## Where a phosphonium ion gives and takes an electron

The shape of the frontier orbitals, not the map of atomic charges, best explains where the ethylmethylphosphonium ion gives and takes an electron. A removed electron comes more from the far end of the ethyl group than from any other part. An added one goes most strongly to phosphorus and its two hydrogens. The orbitals predict too sharp a contrast between atoms, however, and they fail to order the finer differences in attachment.

Hirshfeld-condensed Fukui functions of the gas-phase ethylmethylphosphonium ion (charge +1, singlet), calculated with PySCF 2.14.0 at the PBE0/def2-SVPD level. One electron is removed (fukui minus) or added (fukui plus) vertically, at the fixed GFN2-xTB geometry of the ion.

| row | fukui minus (e) | computed element | fukui plus (e) |
| --- | --- | --- | --- |
| 1 | 0.134 | C | 0.042 |
| 2 | 0.079 | C | 0.053 |
| 3 | 0.108 | P | 0.209 |
| 4 | 0.064 | C | 0.053 |
| 5 | 0.071 | H | 0.059 |
| 6 | 0.071 | H | 0.059 |
| 7 | 0.152 | H | 0.059 |
| 8 | 0.055 | H | 0.068 |
| 9 | 0.054 | H | 0.068 |
| 10 | 0.041 | H | 0.090 |
| 11 | 0.041 | H | 0.090 |
| 12 | 0.032 | H | 0.047 |
| 13 | 0.066 | H | 0.055 |
| 14 | 0.032 | H | 0.047 |

In the table, *fukui minus* is the electron population that an atom loses when one electron leaves the ion, and *fukui plus* is the population it gains when one electron arrives. The nuclei stay fixed in both cases, and each column adds up to one electron within rounding. Atoms 1 and 2 are the CH₃ and CH₂ carbons of the ethyl group, atom 3 is phosphorus and atom 4 is the methyl carbon. Hydrogens 5–7 sit on C1, 8 and 9 on C2, 10 and 11 on P, and 12–14 on C4.

### The tempting answer: follow the charges

It seems natural that positive atoms should take electrons and negative atoms should give them. Lithium hydride behaves in just this way. Its bonding pair leans towards hydrogen and leaves lithium positive, while the lowest empty orbital lies mainly on lithium. With two atoms and one bond, the charges and the frontier orbitals tell the same story.

The phosphonium ion at first seems to follow suit. Phosphorus carries by far the largest positive charge, about +0.49 e in the Hirshfeld division, and it also takes the largest part of the added electron. Over all fourteen atoms, the correlation between charge and *fukui plus* is 0.87. That figure owes much to phosphorus alone.

The hydrogens give a fairer test, because no single atom dominates them so strongly. Among these ten atoms the correlation turns negative, to −0.57. H10, on phosphorus, is less positive than H12, on the methyl carbon, yet it takes 1.9 times as much of the added electron.

Removal is harder still on the charge map. Phosphorus, the most positive atom, should give least, but only H7 and C1 give more. Over the whole ion the correlation between charge and *fukui minus* is only 0.07. Phosphorus weighs heavily in this figure too, but a rule that misplaces the most positive atom so badly is a poor guide to where the electron comes from.

The reason lies in what the two quantities count. An atomic charge sums over all occupied orbitals, deep and shallow alike. A Fukui function records the change caused by one electron, which enters or leaves at the edge of the occupied levels. In lithium hydride the sum and the edge happen to agree, but in a molecule with many bonds they need not.

### The orbital answer

Phosphorus in a neutral phosphine has a lone pair, which is the usual source of a removed electron. In the phosphonium ion that pair has become a P–H bond. The highest occupied orbital (HOMO) must therefore be sought among the σ bonds, and the calculation places it mainly on the ethyl group. Seven of the fourteen atoms belong to this group, so an equal split would take half of the electron from it; the calculated sum is 0.62 e.

The lowest empty orbital (LUMO) is centred instead on the PH₂ unit. An equal split would give these three atoms 3/14 of the added electron, or 0.21 e, but they receive 0.39 e. The LUMO also has larger shares on the hydrogens of phosphorus than on those of carbon. This fits their larger gain, although they are not the most positive. The atomic shares do not settle whether the orbital is a P–H antibonding one or a more diffuse orbital around the ion.

### Does the hole simply flee the positive centre?

A third explanation is electrostatic. The positive charge around phosphorus holds nearby electrons more tightly, so the electron that leaves should come from far away. H7, the atom farthest from phosphorus, does have the largest *fukui minus*.

H12 and H13 separate distance from orbital shape. Both belong to the methyl group and both lie 2.40 Å from phosphorus, yet H13 gives about twice as much as H12. H13 lies in the plane of the heavy atoms, as H7 does, and the HOMO has a larger share on it. For the nine hydrogens other than H7, *fukui minus* correlates at 0.94 with the HOMO share and at 0.60 with distance.

Distance may still matter one step earlier. Theory argues that the positive centre lowers the σ levels close to it more than those farther out, which helps to leave the highest one at the ethyl end. Electrostatics would then help to choose the orbital, and the shape of the orbital would choose among the atoms. The numbers support the second step; the first remains an argument.

The lead of H7 itself should be read with care. C1 has the larger share of the HOMO, and rotation of the CH₃ group would exchange H7 with its two neighbours. The safe statement is that the end of the ethyl group gives most. PBE0 can also spread a hole in σ bonds too widely, so the exact division among the atoms is less certain than the general pattern.

### Between two limits

Two limiting cases frame a simple model. If all other electrons stayed frozen, and orbital and density were divided among the atoms in the same way, each atom's Fukui value would equal its share of the frontier orbital. In the opposite limit, rearrangement wipes out the orbital's shape. The simplest assumption is then an equal change on each of the fourteen atoms, 1/14 or 0.071 e. A mixture of the two is

f = w · s + (1 − w)/14,

where f is the Fukui value, s is the atom's share of the HOMO for removal or of the LUMO for attachment, and w is the weight of the orbital pattern. Both parts add up to one electron, so w is the only number to fit. Fitted to all fourteen atoms, it is 0.38 for removal and 0.43 for attachment.

C1 shows how the estimate works. Its share of the HOMO is 0.293, so the model gives

f = 0.38 × 0.293 + 0.62/14 = 0.111 + 0.044 ≈ 0.156 e.

The table has 0.134 e, so the estimate is about one sixth too high. C1 was part of the fit, which makes this an illustration and not an independent test.

The frozen limit is surprisingly poor. For removal, the bare HOMO shares miss the table by 0.054 e (root mean square), whereas an equal split misses by only 0.035 e. The orbital points to the right region but greatly exaggerates the contrast. With the damping included, the miss falls to 0.015 e, about a fifth of an equal share. The worst miss is H7, the largest giver, which the model puts 0.038 e too low. Attachment shows the same order of misses, as the output printed after the text shows.

The other electrons do rearrange. If an electron entered a frozen orbital, the density could only rise, at every point in space. In the calculation it falls in some regions, by 0.15 e in total, while the electron is being added. The weight w should still not be read as a measure of this effect, because it also absorbs any difference in how orbitals and densities are divided among atoms.

### Where the orbital picture stops working

The picture succeeds in attachment because it singles out the PH₂ unit. Among the eight hydrogens on carbon it fails: the correlation between *fukui plus* and LUMO share is −0.42. H5 has a LUMO share of only 0.011 but takes 0.059 e, more than H12, whose share is four times as large.

The same failure appears when whole groups are compared. The ethyl group holds about 0.17 of the LUMO, yet it receives 0.41 e, slightly more than the PH₂ unit. Phosphorus is the strongest single acceptor, but most of the added charge ends up outside PH₂. The spin density of the neutral radical narrows down the cause. It already places more than a third of the unpaired electron on the ethyl group, over twice the LUMO's share. Most of the excess therefore seems to belong to the added electron itself, whose orbital may spread as it is filled or may be divided differently among the atoms. Other electrons pushed away from phosphorus can account for only a small part.

What carries over to related onium ions is the first question: whether protonation has tied up the lone pair. If it has, the removed electron must come from another orbital, and a calculation has to show which one. The division found here, between the ethyl end and the PH₂ unit, comes from a single ion, and even in that ion less than half of the orbital's contrast survives. These are vertical responses of one conformer in the gas phase, and it was not checked whether the ionised states are the lowest solutions.

Printed output of the fit:

```
fit of gm on 14 rows: coefficient of dh 0.3828 +/- 0.05; rms 0.0151, worst 7 -0.0379, leave-one-out rms 0.0195
fit of gp on 14 rows: coefficient of dl 0.4343 +/- 0.04; rms 0.0127, worst 4 0.0213, leave-one-out rms 0.0182
removal, rms miss of an equal split over 14 atoms (e): 0.03528
attachment, rms miss of an equal split over 14 atoms (e): 0.04063
removal, rms miss of the bare HOMO share (e): 0.05356
attachment, rms miss of the bare LUMO share (e): 0.05185
attachment against atomic charge, correlation, all atoms: 0.8723
attachment against LUMO share, correlation, all atoms: 0.9497
attachment against atomic charge, correlation, ten hydrogens: -0.5718
attachment against LUMO share, correlation, ten hydrogens: 0.7809
attachment against LUMO share, correlation, eight hydrogens on carbon: -0.4223
removal against atomic charge, correlation, all atoms: 0.06726
removal against HOMO share, correlation, all atoms: 0.9031
removal against distance from P, correlation, hydrogens without H7: 0.6029
removal against HOMO share, correlation, hydrogens without H7: 0.9354
removal, sum over the ethyl group (e): 0.616
attachment, sum over the ethyl group (e): 0.408
attachment, sum over the PH2 unit (e): 0.389
attachment, ratio H10 to H12: 1.915
removal, ratio H13 to H12: 2.062
distance from P of H12 (angstrom): 2.399
distance from P of H13 (angstrom): 2.401
```
